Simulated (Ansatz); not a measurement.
A series in volume scale on Ca₃AsP

All results are calculated (Ansatz 0.2.0). Free energy against uniform scaling of the volume at fixed shape and fractions; periodic cell, basis, potentials, k mesh and filling as listed.

The cell before it is scaled or strained (space group Pm-3m, No. 221):
```
Ca3AsP
1.0
      5.3516     0.0000     0.0000
      0.0000     5.3516     0.0000
      0.0000     0.0000     5.3516
Ca P As
3 1 1
Direct
  0.00000 0.50000 0.50000
  0.50000 0.00000 0.50000
  0.50000 0.50000 0.00000
  0.50000 0.50000 0.50000
  0.00000 0.00000 0.00000
```

Settings of every row: functional PBEsol; dispersion none; accuracy medium; potentials PAW; wave cutoff 326.54 eV; density cutoff 2612.3 eV; k mesh 4x4x4; k shift 0x0x0; occupations fermi dirac; smearing width 0.1 eV; spin none; SCF threshold exponent -8.

Limits: coarse k mesh, up to 40 meV an atom off; cutoff under the advised one; stress loosely converged; the cell comes from a prototype or a list of computed structures and needn't be the stable phase.

```
row  volume scale  V (Å³/atom)  pressure (GPa)  energy above lowest point (meV/atom)
  1        0.9406       28.833            0.63                                     0
  2        0.9703       29.743           -0.65                                   0.3
  3             1       30.654               ?                                     ?
  4        1.0297       31.564           -2.69                                  19.9
  5        1.0594       32.474            -3.5                                  37.8
```

Question: what pressure and energy above lowest point should row 3 give?

Worked fit of pressure. Take u = (V_r/V)^(2/3) − 1 with V_r = 30.654 Å³ an atom, which is twice the finite (Eulerian) strain; such expansions in the strain, on which the Birch-Murnaghan equation of state is built, carry the rest volume and the bulk modulus. The shown rows have u = 0.04167, 0.02032, -0.01931, -0.03772. Least squares give pressure = −1.749 + 51.46 × u + 134.5 × u² GPa; a straight line predicts inner rows, each left out in turn, worse (root mean square 0.12 against 0.006 GPa). All shown rows lie on it to the printed digit. The pressure vanishes at u = 0.0314, or V = 29.26 Å³ an atom, and there the bulk modulus at fixed shape and fractions is B = −V dP/dV = (2/3)(1 + u) dP/du = 41.2 GPa. The withheld row has u = 0, so the fit gives −1.749 + 51.46 × (0) + 134.5 × (0)² = -1.75 GPa.

The calculation gave -1.75 GPa. The fit meets it to the printed digit.

Worked fit of energy above lowest point. Take u = (V_r/V)^(2/3) − 1 with V_r = 30.654 Å³ an atom, which is twice the finite (Eulerian) strain; such expansions in the strain, on which the Birch-Murnaghan equation of state is built, carry the rest volume and the bulk modulus. The shown rows have u = 0.04167, 0.02032, -0.01931, -0.03772. Least squares give energy above lowest point = 7.2 − 506.8 × u + 8036 × u² meV/atom; a straight line predicts inner rows, each left out in turn, worse (root mean square 7.3 against 0.21 meV/atom). The rows lie off it by 0.0, 0.1, -0.1, 0.0. Its lowest point lies at u = 0.0315, or V = 29.26 Å³ an atom, and the curvature there gives the bulk modulus at fixed shape and fractions, B = (4/9)(1 + u)² E″(u)/V = 41.6 GPa. The withheld row has u = 0, so the fit gives 7.2 − 506.8 × (0) + 8036 × (0)² = 7.2 meV/atom.

The calculation gave 7.2 meV/atom. The fit meets it to the printed digit.
